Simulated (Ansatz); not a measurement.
# A series in volume scale on Fe

Results calculated with Ansatz 0.2.0, not measured. Plane-wave DFT, scalar-relativistic PAW made under PBE with cores redone for the functional, no dispersion; the given relaxed cell is scaled uniformly, energy at zero smearing counts from the unscaled cell, pressure at the given Fermi-Dirac smearing is positive in compression.

The cell before it is scaled or strained (space group P6/mmm, No. 191):
```
cell vectors (Å)
   3.8791     0.0000     0.0000
  -1.9396     3.3594     0.0000
   0.0000     0.0000     2.3787
atoms (fractions of the cell vectors)
Fe  1.00000  0.00000  0.00000
Fe  0.33333  0.66667  0.50000
Fe  0.66667  0.33333  0.50000
```

Settings of every row: spin polarised yes; functional m-r2SCAN; wave cutoff 500 eV; smearing width 0.05 eV; k mesh 11x11x15.

Atom:
```csv
element,starting moment (Bohr magneton)
Fe,-1.05
Fe,1.18
Fe,1.18
```

Limits: all rows lie far from zero pressure; search for a lower magnetic state is off; some atoms lie unusually close (a squeezed, shaken or made-up cell).

```csv
row,volume scale,V (Å³/atom),energy change per atom (meV),pressure (GPa),largest site moment (Bohr magneton)
1,0.88,9.093,138.39,40.32,0.53
2,0.92,9.506,56.91,23.52,0.83
3,0.96,9.919,13.17,10.54,1.04
4,1.04,10.746,?,?,?
5,1.08,11.159,42.35,-14.93,1.52
6,1.12,11.573,87.65,-19.7,1.73
```

Question: what energy change per atom and pressure should row 4 give?

Worked fit of energy change per atom. Take u = (V_r/V)^(2/3) − 1 with V_r = 9.919 Å³ an atom, which is twice the finite (Eulerian) strain; such expansions in the strain, on which the Birch-Murnaghan equation of state is built, carry the rest volume and the bulk modulus. The shown rows have u = 0.05968, 0.02876, 0, -0.07553, -0.09771. Least squares give energy change per atom = 13.502 + 1003.91 × u + 18130.3 × u² meV; a straight line predicts inner rows, each left out in turn, worse (root mean square 48 against 1.4 meV). The rows lie off it by 0.40, -0.46, -0.33, 1.24, -0.85 (root mean square 0.74 meV). The withheld row has u = -0.05199, so the fit gives 13.502 + 1003.91 × (-0.05199) + 18130.3 × (-0.05199)² = 10.31 meV.

The calculation gave 11.59 meV. The fit lies 1.28 meV (11 % of the value, 1 % of the column's range) below it; its largest miss of a shown row is 1.24 meV.

Worked fit of pressure. Take u = (V_r/V)^(2/3) − 1 with V_r = 9.919 Å³ an atom, which is twice the finite (Eulerian) strain; such expansions in the strain, on which the Birch-Murnaghan equation of state is built, carry the rest volume and the bulk modulus. The shown rows have u = 0.05968, 0.02876, 0, -0.07553, -0.09771. Least squares give pressure = 10.406 + 427.31 × u + 1219.6 × u² GPa; a straight line predicts inner rows, each left out in turn, worse (root mean square 3.2 against 0.26 GPa). The rows lie off it by 0.07, -0.18, 0.13, -0.02, 0.00 (root mean square 0.1 GPa). The pressure vanishes at u = -0.0263, or V = 10.32 Å³ an atom, and there the bulk modulus at fixed shape and fractions is B = −V dP/dV = (2/3)(1 + u) dP/du = 236 GPa. Letting shape and atoms relax would as a rule lower it, by much in layered, chain or molecular crystals. The withheld row has u = -0.05199, so the fit gives 10.406 + 427.31 × (-0.05199) + 1219.6 × (-0.05199)² = -8.51 GPa.

The calculation gave -8.49 GPa. The fit lies 0.02 GPa (0.033 % of the column's range) below it; its largest miss of a shown row is 0.18 GPa.

The other values of row 4: largest site moment 1.29 Bohr magneton.
